Q: In my reactor silane meets fluorine atoms, and some of the hydrogen ends up on the fluorine. What happens to the energy while one hydrogen atom crosses over?

A: The table follows such a crossing from SiH₄ to F. The scan distance is the distance from silicon to the moving hydrogen, which travels along the straight line towards fluorine. Silicon and fluorine stay 2.72 Å apart, so the H–F distance shrinks from 1.24 to 0.90 Å as the Si–H distance grows. At each level of theory the energy is counted from the first row.

Hydrogen transfer from SiH₄ to F (neutral, doublet), computed with Ansatz 0.2.0 in the cc-pVDZ basis, with rigid fragments at PBE0/def2-TZVP geometries. The coupled-cluster, MP2 and MRCISD+Q levels correlate only the electrons outside the noble-gas cores; the pair space of MRCISD+Q holds 3 electrons in 3 orbitals.

| scan distance (Å) | MRCISD PLUS Q pair space, energy from the start of the scan (kJ/mol) | R2SCAN, energy from the start of the scan (kJ/mol) | BCCD(T), energy from the start of the scan (kJ/mol) | UMP2, energy from the start of the scan (kJ/mol) | WB97M V, energy from the start of the scan (kJ/mol) | RCCSDT(Q), energy from the start of the scan (kJ/mol) |
| --- | --- | --- | --- | --- | --- | --- |
| 1.485 | 0.00 | 0.00 | 0.00 | 0.00 | 0.00 | 0.00 |
| 1.532 | -16.30 | -14.90 | -15.60 | -21.50 | -14.30 | -15.60 |
| 1.627 | -49.20 | -41.90 | -47.80 | -65.40 | -41.90 | -47.60 |
| 1.723 | -78.10 | -61.90 | -76.50 | -99.60 | -64.60 | -76.00 |
| 1.818 | n/a | -59.20 | -83.10 | -107.70 | -65.50 | -82.40 |

Q: The energy drops quickly at first and then hardly at all. Does the reaction run out of drive?

A: In a sense it does, because the drive is the pull of a stretched bond. Think of an HF molecule on its own. Near its rest length, roughly 0.9 Å, there is almost no pull. Stretch it by a few tenths of an ångström and the pull reaches its maximum, around which it changes little; stretch it much further and the pull fades again. A hydrogen released from the stretched position therefore feels a nearly steady force for a while, and then the force collapses as the bond reaches its proper length.

The scan starts with H–F well stretched and ends close to its rest length, so it runs through just this part of the curve. The likeness has a limit. In the lone molecule nothing pulls the hydrogen back, and the bonding electrons are already paired. Here the Si–H bond starts at about its normal length and resists more as it opens, while the unpaired electron passes from fluorine to silicon.

Q: Can you put a number on that steady pull?

A: Yes, from the force on the hydrogen in the first row, which a separate coupled-cluster calculation, UCCSD(T) in the same basis, gives as 3.367 eV/Å. Since 1 eV per atom is 96.5 kJ/mol, this is a pull of about 325 kJ/mol per ångström. If the pull $f$ stayed constant, a move by $\Delta x$ would change the energy by

$$\Delta E=-f\,\Delta x .$$

The first step is 1.532 − 1.485 = 0.047 Å long, so the energy should fall by 325 × 0.047 ≈ 15.3 kJ/mol. RCCSDT(Q), the highest coupled-cluster level in the table, gives 15.6. Had the fluorine moved along with the hydrogen, only about 11 would have been expected, so the match also supports the picture of a hydrogen moving alone.

Q: One short step is an easy test. How far does a constant pull carry you?

A: Surprisingly far. At 1.723 Å the hydrogen has moved 0.238 Å, and 325 × 0.238 ≈ 77 kJ/mol, against a computed fall of 76. Some luck is involved, since the computed pull first grows a little and then weakens.

At the last row the estimate fails. The hydrogen has then moved 0.333 Å, which would give 325 × 0.333 ≈ 108 kJ/mol, while RCCSDT(Q) gives only 82. The shortfall belongs almost wholly to the last interval, where the mean slope drops to about a fifth of its starting value. That is where H–F reaches its rest length, as the bond picture says it should. Nothing was fitted here; the program's output after this text lists the slopes and gaps row by row.

Q: Then 82 kJ/mol is what the reaction releases?

A: No. The zero is a point already on the slope, with fluorine close to the silane, and the last row still has HF pressed near the silyl radical, SiH₃. The number measures the descent between these two arrangements. It is neither a reaction energy nor a barrier.

Q: Why do you measure the other columns against RCCSDT(Q)?

A: The other coupled-cluster level, BCCD(T), builds its orbitals differently and treats the higher excitations more simply, yet its curve stays within 0.7 kJ/mol. At the starting point, moreover, the wave function is dominated by one electron configuration, which is the situation these methods handle well. MRCISD+Q, which starts from several configurations, falls about 2 kJ/mol further by 1.723 Å, the last row for which it has a value. That is small beside its own approximate correction of about 71 kJ/mol, so I wouldn't use it to overrule coupled cluster.

Q: UMP2 ends at −107.7 kJ/mol. Does it make the HF bond too strong?

A: That is the tempting reading, but the total energies point to the start of the scan. There UMP2 lies 120 kJ/mol above BCCD(T), because it recovers less of the electrons' correlated motion. At the last row it lies only 95 above. The curve falls too far because its starting point sits too high relative to its end.

The timing fits: 70% of the final excess over RCCSDT(Q) has built up by 1.627 Å, before the HF bond is complete. Theory offers a reason. At the start the bonding electrons and the unpaired electron are shared among silicon, hydrogen and fluorine, and Hartree–Fock orbitals describe this poorly. A second-order correction repairs only part of the damage, whereas coupled cluster lets the electrons readjust much more fully. Once HF is nearly formed, there is less to repair.

Q: I have heard that such errors come from spin contamination.

A: It probably contributes. The unrestricted reference mixes some higher-spin character into the doublet, and this is known to raise UMP2 energies. At the start, UMP2 lies about 8 kJ/mol above the same second-order theory built on a spin-pure reference. If that difference vanished completely along the path, it would explain about a third of the excess fall. The rest needs the more general weakness of second order.

Q: The two density functionals err the other way. Is their start too low, then?

A: That may be part of it. Common functionals let an electron interact partly with itself, and they reduce this false repulsion by spreading the electron out. Arrangements in which an electron is shared between atoms therefore come out too stable. If the start is too low, the descent from it looks too short: r2SCAN gives 72% of the RCCSDT(Q) fall and wB97M-V 79%.

The order of the two at the end agrees with this, because wB97M-V contains exact exchange, which reduces the error, and r2SCAN has none. But the numbers don't prove it. By 1.627 Å both functionals are 5.7 kJ/mol short, so exact exchange has brought no gain up to there. Most of the gap opens later, when the hydrogen is settling on fluorine, whereas an error of the start alone would be expected to show early, as it does for UMP2. A second cause fits the late rows at least as well: a functional that prefers a slightly longer H–F distance loses energy just where the bond closes. The table can't separate the two.

Q: r2SCAN even goes up in the last row. Does it break down at that point?

A: No, its error grows there at almost the same rate as before. Between the last two rows the r2SCAN curve drifts upward from RCCSDT(Q) by about 96 kJ/mol per ångström, and in the interval before by 88. What changes is the RCCSDT(Q) slope beneath the error. It was −296 in the earlier interval, which easily hid the drift.

In the last interval the mean RCCSDT(Q) slope is only −67.4 kJ/mol per ångström. Adding the drift of 95.8 gives about +28.4, so r2SCAN ends higher than it stood a row earlier. For wB97M-V the drift is 58, which leaves a mean slope of about −9. That doesn't make its curve flat: the computed force on the hydrogen shows the energy already rising by about 200 kJ/mol per ångström at the last row. The wB97M-V curve therefore also passes through a minimum between the last two rows, and merely ends slightly below where it entered. The RCCSDT(Q) curve has probably turned by then too, since its mean slope differs from that of wB97M-V by much less than 200. Because the r2SCAN gap is still growing in this interval, r2SCAN should put the bottom of the curve at a shorter Si–H distance, hence a longer H–F distance, than coupled cluster does.

Q: What should I take from this for silicon plasma processing?

A: Hydrogen transfer of this kind turns silane into silyl radicals, which matter for film growth, and into HF. Two things favour the steep, almost straight fall seen here: a new bond much stronger than the old one, and a partner already close enough to pull hard on the hydrogen. With a more distant partner or a weaker new bond, the energy may first have to rise. Where the fall does occur, it levels off and, with silicon and fluorine held in place, can turn into a rise as the new bond nears its own rest length, because the pull of that bond fades while the old bond still holds back.

When choosing a method, ask whether it treats the shared arrangement and the finished bond equally well. On the steep part an uneven treatment changes only how fast the energy falls, but near the bottom it can change the direction. The gaps quoted here are relative to RCCSDT(Q) in the same small basis set. Correlated methods suffer more from a small basis than functionals do, so 23 kJ/mol for r2SCAN at the last row is not its error against experiment.

The analysis program printed:

```
Mean slope since the row before in kJ/mol per angstrom:
    row  H-F in angstrom  RCCSDT(Q)  r2SCAN  wB97M-V    UMP2
  1.485            1.235        n/a     n/a      n/a     n/a
  1.532            1.188     -331.9    -317   -304.3  -457.4
  1.627            1.093     -336.8  -284.2   -290.5  -462.1
  1.723            0.997     -295.8  -208.3   -236.5  -356.2
  1.818            0.902     -67.37   28.42   -9.474  -85.26
Energy less that of RCCSDT(Q) in kJ/mol:
    row  r2SCAN  wB97M-V   UMP2  BCCD(T)  MRCISD+Q
  1.485       0        0      0        0         0
  1.532     0.7      1.3   -5.9        0      -0.7
  1.627     5.7      5.7  -17.8     -0.2      -1.6
  1.723    14.1     11.4  -23.6     -0.5      -2.1
  1.818    23.2     16.9  -25.3     -0.7       n/a
Growth of the gap to RCCSDT(Q) in kJ/mol per angstrom:
    row  r2SCAN  wB97M-V    UMP2
  1.532   14.89    27.66  -125.5
  1.627   52.63    46.32  -125.3
  1.723    87.5    59.37  -60.42
  1.818   95.79    57.89  -17.89
First fall expected from the UCCSD(T) force if H moves alone (kJ/mol): 15.27
First fall expected if F moves along with H (kJ/mol): 11.13
First fall computed with RCCSDT(Q) (kJ/mol): 15.6
Whole fall of r2SCAN in percent of RCCSDT(Q): 71.84
Whole fall of wB97M-V in percent of RCCSDT(Q): 79.49
Whole fall of UMP2 in percent of RCCSDT(Q): 130.7
Part of the final r2SCAN gap present at 1.627 angstrom (percent): 24.57
Part of the final wB97M-V gap present at 1.627 angstrom (percent): 33.73
Part of the final UMP2 gap present at 1.627 angstrom (percent): 70.36
UMP2 total above BCCD(T) total at the start (kJ/mol): 119.8
UMP2 total above BCCD(T) total at the last row (kJ/mol): 95.21
UMP2 above restricted-open-shell MP2 at the start (kJ/mol): 8.304
That difference in percent of the final UMP2 excess over BCCD(T): 33.76
RCCSDT(Q) total below BCCD(T) total at the start (kJ/mol): 3.859
Size of the Davidson correction at the start (kJ/mol): 70.52
```
